A free-ion estimate built from Hund's rules and one formula for the spin-orbit constant gives χT at 300 K for these six ions to 12 % rms relative to the spin-orbit CASSCF values, against 90 % for the spin-only formula. At 50 K its rms error is 89 %, and at 2 K it is out by a factor of ten or more in two rows.

OpenMolcas 26.06, state-averaged CASSCF over the 3d shell, spin-orbit coupling by state interaction with atomic mean-field integrals, ANO-RCC-VDZP, DKH2, point nucleus. Ions of charge +4, each at the centre of a regular tetrahedron of four −1 e point charges. Ground levels carry double-group labels; χT is the powder susceptibility times temperature by Van Vleck's formula.

```csv
ion,electrons in the shell,distance of the charges (Å),spin multiplicity of the ground level,ground level,degeneracy,first excitation (cm⁻¹),χT at 2 K (cm3 K/mol),χT at 50 K (cm3 K/mol),χT at 300 K (cm3 K/mol)
V4+,1,2.130,2,G8,4,791,0.158,0.198,0.413
Cr4+,2,2.040,3,T2,3,518,0.029,0.118,0.574
Mn4+,3,1.980,4,G8,4,256,0.097,0.162,0.673
Fe4+,4,1.580,5,A1,1,109,0.027,0.656,1.72
Ni4+,6,2.170,5,A1,1,28.6,0.553,5.17,5.59
Cu4+,7,1.720,4,G8,4,628,4.15,4.28,4.88
```

χT, in cm³ K/mol, measures the mean squared magnetic moment. A1, T2 and G8 label levels of degeneracy 1, 3 and 4, and n is the number of 3d electrons. The distance changes from row to row, so the columns do not show the effect of n alone.

The rule ignores the charges. Hund's rules give L and S, and λ = ±ζ/2S, positive for n < 5, places the levels at E_J = λJ(J+1)/2. Each level contributes

χT(J) = 0.125 g_J² J(J+1) + [0.2607 T / 6(2J+1)] [F(J+1)/(E_J+1 − E_J) − F(J)/(E_J − E_J−1)],

F(J) = [(L+S+1)² − J²][J² − (L−S)²]/J, with any term that calls for a J outside the multiplet set to zero,

averaged with weights (2J+1)exp(−E_J/kT), where kT = 208.5 cm⁻¹ at 300 K. The first term is the Curie moment with the Landé factor g_J. The second, the Van Vleck term, is the moment that a magnetic field induces by mixing neighbouring J. The spin-orbit constant is ζ ≈ 0.0083(Z − 10)⁴ cm⁻¹, with both constants solved from two values of the same calculations. For V4+, the first excitation equals √[(Δ − ζ/2)² + 6ζ²] with the computed term splitting Δ = 657 cm⁻¹, which gives 237. For Ni4+, the distance from the mean of the J = 4 levels to the J = 0 level, 10|λ| in the free ion, gives 869. The fourth power is assumed, and two points fix the two constants, so the 10 in Z − 10 has no meaning of its own, and the formula should be kept to 3d ions of charge +4.

**V4+ and Cr4+.** Below half filling, spin-orbit coupling sets L against S and the lowest J is |L − S|, so the two moments partly cancel. The rule is 9 % and 15 % high at 300 K, but for Cr4+ this is partly compensation. The rule assigns 0.333 to a Curie term of J = 2, whereas the table has 0.029 at 2 K and a rise of 0.0018 to 0.0019 per kelvin over both temperature intervals: almost all of the 0.574 is induced moment. The charges have split J = 2 by 518 cm⁻¹, and the ground triplet takes only 69 % of its weight from the ³A2 term, so neither free-ion nor spin-only moment survives. The rule's ζ is also low here. The pure J = 3 level at 774 cm⁻¹ lies λ below the T2 term at 627, and the ground level is lowered by 317, so λ = 627 + 317 − 774 = 170 against 159. V4+ is the one row where spin-only does as well, at −9 %, because χT happens to be rising through 0.375.

**Mn4+**, no part of the calibration, is the full worked case. With L = 3 and S = 3/2, ζ = 0.0083 × 15⁴ = 420 and λ = 140 cm⁻¹, so J = 5/2, 7/2 and 9/2 lie at 350, 840 and 1471 cm⁻¹. In J = 3/2 the cancellation is nearly complete: g = 0.4 and the Curie term is 0.075. F(5/2) = 24 × 4/2.5 = 38.4 gives a Van Vleck term of 0.2607 × 300/24 × 38.4/350 = 0.357, almost five times larger. The four levels average to

(4 × 0.432 + 1.119 × 1.148 + 0.142 × 2.951 + 0.009 × 5.419)/5.270 = 0.660,

against 0.673. The error of −2 % flatters the rule, since lowering or raising ζ by 10 % moves it to +10 % or −12 %. A cubic field cannot split J = 3/2, which fits the moderate errors of −17 % and −20 % at 50 and 2 K; V4+, at +90 % for 2 K, shows that mixing of J can still spoil such a level.

**Fe4+**, with the shortest distance, is the worst row at 300 K, 20 % low. Its singlet has no Curie moment, and χT is proportional to T from 2 to 5 K. Such a level follows χT = 2 × 0.2607 ⟨M²⟩ T/gap, where ⟨M²⟩ is the squared moment linking it to the excited triplet. The free J = 0 value of 2 falls 29 % short; the table implies 2.82, if the level at 109 cm⁻¹ is that triplet and higher triplets add nothing, both of which are assumed.

**Ni4+ and Cu4+.** Past half filling L and S are parallel, J = L + S lies lowest, and the estimate nearly reduces to one term. For Ni4+, J = 4 and g = 1.5 give 0.125 × 2.25 × 20 = 5.63, the full rule gives 5.66 and the table 5.59. The row helped fix ζ, but a 10 % change of ζ shifts the result by about 0.1 %. The agreement comes from the small field: J = 4 is spread over only 121.5 cm⁻¹, less than kT. At 2 K only its singlet is occupied, and ⟨M²⟩ = g²J(J+1)/3 = 15 with the gap of 28.6 cm⁻¹ gives 0.547 against 0.553. In Cu4+ the first excitation is three times kT at 300 K, the J = 9/2 group is not evenly filled, and the rule is 13 % high.

That the field causes most of the misfit is supported by diagonalising the same Hund term with a cubic splitting added: the rms error drops to 4 % at 300 K and 7 % at 50 K, with Cr4+ still 44 % high at 2 K. For Mn4+, Fe4+ and Cu4+ that splitting was chosen to match the first excitation and trades against ζ, so those rows are weaker evidence.

The rule works at 300 K because the point charges leave the first excited term only 342 to 657 cm⁻¹ above the ground term in V4+, Cr4+ and Ni4+, at most comparable with the width of the spin-orbit multiplet (593 cm⁻¹ in V4+, where the splitting is 657). Real tetravalent complexes have much larger splittings, of thousands of cm⁻¹ or more, which largely quench the orbital moment of A2 and E terms and move χT towards spin-only; T terms keep part of theirs. A large enough splitting also pairs electrons, as expected for octahedral Ni4+, and the S from Hund's rules then no longer applies. Covalency, dynamic correlation and the Jahn–Teller distortion open to the E and T ground terms are also excluded. In an equally weak field, theory puts a high-spin d⁵ ion, with L = 0, at spin-only and a d⁸ ion above it, near its ground-J value once kT exceeds the splitting of that J.
